**Question**

I am modelling a pMOS sampling switch, W/L = 10/0.18 µm, and the PSP charge equations look like magic to me. The gate charge is a midpoint value plus Δψ²/(12H), and the drain charge has a Δψ²/(20H²) term. Where do these come from? Is there a toy device for which they are exact? And does the 40/60 drain/source split apply to my switch?

**Answer**

They are exact for a long channel at constant mobility whose body acts as a linear capacitor. In a bulk device they follow once the square-root depletion charge is replaced by its tangent at the mid-potential.

*Conventions.* I write the n-channel equations. For the pMOS, reverse the sign of every voltage going in and of every charge coming out. Voltages refer to the body, y runs from source (0) to drain (L), and φT = kT/q. Local charges are divided by Cox and terminal charges by W·L·Cox, so both are in volts. qi > 0 is the magnitude of the inversion charge. With end surface potentials ψss and ψsd, set ψm = (ψss + ψsd)/2, D = ψsd − ψss and u = ψs − ψm.

*The model.* Gauss's law gives the gate charge qg = Vgb − Vfb − ψs and qi = qg − qb. Let the body charge magnitude be linear, qb = qbm + (αm − 1)u. Then

qi = qim − αm·u,

where qim is the value at u = 0. The charge-sheet current, drift plus diffusion, is

I = µWCox(qi·dψs/dy − φT·dqi/dy) = µWCox·αm(H − u)·du/dy, with H = qim/αm + φT.

I is independent of y. Integrating over −D/2 ≤ u ≤ D/2 kills the odd term, so I·L = µWCox·αm·H·D. Dividing the two relations, with s = y/L,

ds = (H − u)du/(HD), s(u) = [H(u + D/2) − (u² − D²/4)/2]/(HD).

The mid-potential point lies at s(0) = ½(1 + D/(4H)), on the drain side of the centre.

*Gate and inversion charge.* The channel average of u is

∫u ds = −(1/(HD))∫u² du = −D²/(12H),

since ∫u² du = D³/12. It is negative because the low-field source side takes up more length. Hence

QG = Vgb − Vfb − ψm + D²/(12H)

QI = −[qim + αm·D²/(12H)]

QB = −QG − QI (neutrality).

*Drain and source charge.* The Ward–Dutton partition assigns QD = −∫s·qi ds. It comes from integrating the continuity equation along a quasi-static channel of uniform mobility. We need ∫s ds = ½ and ∫s·u ds. In u(H − u)[Hu + HD/2 + D²/8 − u²/2] only the even terms survive: H²u² − (HD/2 + D²/8)u² + u⁴/2. With ∫u⁴ du = D⁵/80,

∫s·u ds = [H²D³/12 − HD⁴/24 − D⁵/96 + D⁵/160]/(HD)² = (D/12)[1 − D/(2H) − D²/(20H²)].

Therefore

QD = −½{qim − (αm·D/6)[1 − D/(2H) − D²/(20H²)]}, QS = QI − QD.

These are the long-channel PSP expressions. Exchanging source and drain sends D to −D and leaves ψm, qim, αm and H alone. QG and QI are even in D, and QS(D) = QD(−D), so the model is symmetric and smooth through D = 0, where a closed switch settles.

*The 40/60 split.* Saturation means that qi vanishes at the drain: qim = αm·D/2 and H = D/2 + φT. With k = D/(2H) = D/(D + 2φT),

QI = −αm·D(3 + k)/6, QD = −αm·D(10 + 5k + k²)/60,

QD/QI = (10 + 5k + k²)/(10(3 + k)).

For D ≫ φT, H → D/2, k → 1 and the ratio is 16/40 = 0.4, approached from below as 0.4 − 0.15·φT/D. For D ≪ φT (weak inversion) k → 0 and it is 1/3, the value for a charge falling linearly to zero. So 0.4 is a limit; at finite φT, H = D/2 taken literally would need a negative drain charge, qi = −αm·φT.

*Numbers for the switch.* Assumed inputs, typical of a 0.18 µm process: SiO₂ of thickness 4.0 nm and relative permittivity 3.9, supply 1.8 V, T = 300 K, and in mirrored signs Vfb = −0.90 V, 2φF = 0.90 V, γ = 0.50 V^½. The last three were chosen so that Vfb + 2φF + γ√(2φF) = 0.47 V is a typical threshold magnitude. Then φT = 0.02585 V, Cox = 8.63 mF/m² and W·L·Cox = 15.54 fF.

The n-well is at 1.8 V, the gate at 0 V and the input (the source) at 1.5 V, so Vgb − Vfb = 2.70 V. The hold node is at 1.5 V (A, settled), 1.0 V (B) or 0 V (C). The mirrored channel voltage V is 0.3 V at the source and 0.3, 0.8 or 1.8 V at the drain. The end potentials solve the inversion-range equation

(Vgb − Vfb − ψs)² = γ²[ψs − φT + φT·exp((ψs − 2φF − V)/φT)],

giving 1.3411, 1.8038 and 1.9979 V, which I use as rounded. The tangent to qb = γ√(ψs − φT) gives qim = Vgb − Vfb − ψm − γ√(ψm − φT) and αm = 1 + γ/(2√(ψm − φT)). In mirrored signs (volts, except αm and the ratio; four decimals only to allow the comparison below):

| | A | B | C |
|---|---|---|---|
| ψm | 1.3411 | 1.57245 | 1.6695 |
| D | 0 | 0.4627 | 0.6568 |
| qim | 0.7855 | 0.5057 | 0.3895 |
| αm | 1.2180 | 1.2010 | 1.1950 |
| H | 0.6707 | 0.4469 | 0.3518 |
| QG | 1.3589 | 1.1675 | 1.1327 |
| QI | −0.7855 | −0.5537 | −0.5116 |
| QD | −0.3927 | −0.2330 | −0.2018 |
| QS | −0.3927 | −0.3207 | −0.3098 |
| QB | −0.5734 | −0.6138 | −0.6211 |
| QD/QI | 0.5000 | 0.4208 | 0.3944 |

Multiplying by −15.54 fF gives the model's hole charge: QI = +12.21, +8.60 and +7.95 fC, of which QD = +6.10, +3.62 and +3.14 fC. In C the saturation formula has k = 0.927 and gives 0.3946. The small gap to 0.3944 arises because the tangent extrapolates to qi = −3.0 mV at the drain instead of zero.

*Comparison with the unlinearised channel.* For any qi(ψs) the same steps give ds = f·dψs/∫f·dψs with f = qi − φT·dqi/dψs. With the full square root and the same end potentials, case C yields QG = 1.1326, QI = −0.5126, QD = −0.2020, QB = −0.6200 V and QD/QI = 0.3940. The linearised QI and QD are short by 0.2 % and 0.1 %. The first dropped term in qi is +γu²/(8(ψm − φT)^(3/2)). Its mean over u is γD²/(96(ψm − φT)^(3/2)) = 1.1 mV, close to the 1.0 mV shift in QI. Expanding about the midpoint keeps |u| ≤ D/2, so this term peaks at about a quarter of its size in an expansion about the source.

*What matters more at 0.18 µm.* Velocity saturation: replace µ by µ/(1 + E/Ec) with E = du/dy. Then I = [µWCox·αm(H − u) − I/Ec]·du/dy, which is the same model with H shifted by a constant. Integration gives H′ = H/(1 + D/(Ec·L)), and all the charge formulas hold with H′ (the partition now serving as a definition; PSP's own velocity law differs in detail). With typical hole values µ = 0.008 m²/(V·s) and vsat = 8×10⁴ m/s, Ec·L = vsat·L/µ = 1.8 V. In B, D/(Ec·L) = 0.26, H′ = 0.356 V, QI = −0.566 V and QD = −0.241 V. In C, H′ = 0.258 V would fall below D/2 = 0.328 V, making ds negative near the drain, so column C is not reached: the channel saturates earlier, at D = 2H′. There QD/QI = ½(qim + αm·D/30)/(qim + αm·D/6), which exceeds 0.4 whenever qim > αm·D/2, that is, whenever charge remains at the drain.

Overlap: a typical 0.3 fF/µm gives 3 fF per side, or 5.4 fC for a 1.8 V gate swing, comparable to QD in A. It has to be added separately.

The 12.21 fC is the model's figure, computed with drawn length and physical oxide thickness. As typical knowledge, a shorter effective channel, poly depletion and the finite depth of the hole layer put the real channel charge lower, the model overshooting by roughly 20 to 40 %.

A switch samples in state A, where D = 0 and the partition is 50/50; the 40/60 limit concerns only the start of a large step. Even 50/50 describes the displacement currents with both terminals held at fixed voltage and a gate edge slow against the channel transit time. The charge left on the hold capacitor also depends on the conduction current that flows through the channel while it closes, hence on the impedances at both nodes and on the edge rate, and needs a transient solution built on these charges.